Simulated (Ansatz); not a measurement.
## Ta: energy change per atom and pressure as volume scale varies

All results are calculated (Ansatz 0.2.0). Plane-wave DFT, scalar-relativistic PAW made under PBE with cores redone for the functional, no dispersion; the given relaxed cell is scaled uniformly, energy at zero smearing counts from the unscaled cell, pressure at the given Fermi-Dirac smearing is positive in compression.

The cell before it is scaled or strained (space group P6_3/mmc, No. 194):
```
Ta
1.0
      2.8976     0.0000     0.0000
     -1.4488     2.5094     0.0000
      0.0000     0.0000     9.9975
Ta
4
Direct
  0.00000 1.00000 1.00000
  1.00000 1.00000 0.50000
  0.33333 0.66667 0.25000
  0.66667 0.33333 0.75000
```

Settings of every row: spin polarised no; functional PBEsol; wave cutoff 420 eV; smearing width 0.1 eV; k mesh 14x14x4.

Atom starting moment: 0 on all atoms.

Limits: no spin-orbit coupling, which can matter with elements this heavy; the cell comes from a prototype or a list of computed structures and needn't be the stable phase.

```
row  volume scale  V (Å³/atom)  energy change per atom (meV)  pressure (GPa)
  1          0.88       15.993                        198.21           32.34
  2          0.92        16.72                         81.97            19.5
  3          0.96       17.447                          18.9            8.86
  4          1.04         18.9                             ?               ?
  5          1.08       19.627                            66          -13.39
  6          1.12       20.354                         139.4          -18.42
```

Question: what energy change per atom and pressure should row 4 give?

Worked fit of energy change per atom. Take u = (V_r/V)^(2/3) − 1 with V_r = 17.447 Å³ an atom, which is twice the finite (Eulerian) strain; such expansions in the strain, on which the Birch-Murnaghan equation of state is built, carry the rest volume and the bulk modulus. The shown rows have u = 0.05973, 0.02878, 0, -0.07549, -0.09764. Least squares give energy change per atom = 18.892 + 1399.37 × u + 26922.2 × u² meV; a straight line predicts inner rows, each left out in turn, worse (root mean square 71 against 0.81 meV). The rows lie off it by -0.32, 0.50, 0.01, -0.68, 0.48 (root mean square 0.46 meV). The withheld row has u = -0.05193, so the fit gives 18.892 + 1399.37 × (-0.05193) + 26922.2 × (-0.05193)² = 18.82 meV.

The calculation gave 17.79 meV. The fit lies 1.03 meV (5.8 % of the value, 0.57 % of the column's range) above it; its largest miss of a shown row is 0.68 meV.

Worked fit of pressure. Take u = (V_r/V)^(2/3) − 1 with V_r = 17.447 Å³ an atom, which is twice the finite (Eulerian) strain; such expansions in the strain, on which the Birch-Murnaghan equation of state is built, carry the rest volume and the bulk modulus. The shown rows have u = 0.05973, 0.02878, 0, -0.07549, -0.09764. Least squares give pressure = 8.861 + 349.7 × u + 722.3 × u² GPa; a straight line predicts inner rows, each left out in turn, worse (root mean square 1.9 against 0.038 GPa). The rows lie off it by 0.01, -0.02, 0.00, 0.03, -0.02. The pressure vanishes at u = -0.0268, or V = 18.17 Å³ an atom, and there the bulk modulus at fixed shape and fractions is B = −V dP/dV = (2/3)(1 + u) dP/du = 202 GPa. Letting shape and atoms relax would as a rule lower it, by much in layered, chain or molecular crystals. The withheld row has u = -0.05193, so the fit gives 8.861 + 349.7 × (-0.05193) + 722.3 × (-0.05193)² = -7.35 GPa.

The calculation gave -7.31 GPa. The fit lies 0.04 GPa (0.079 % of the column's range) below it; its largest miss of a shown row is 0.03 GPa.
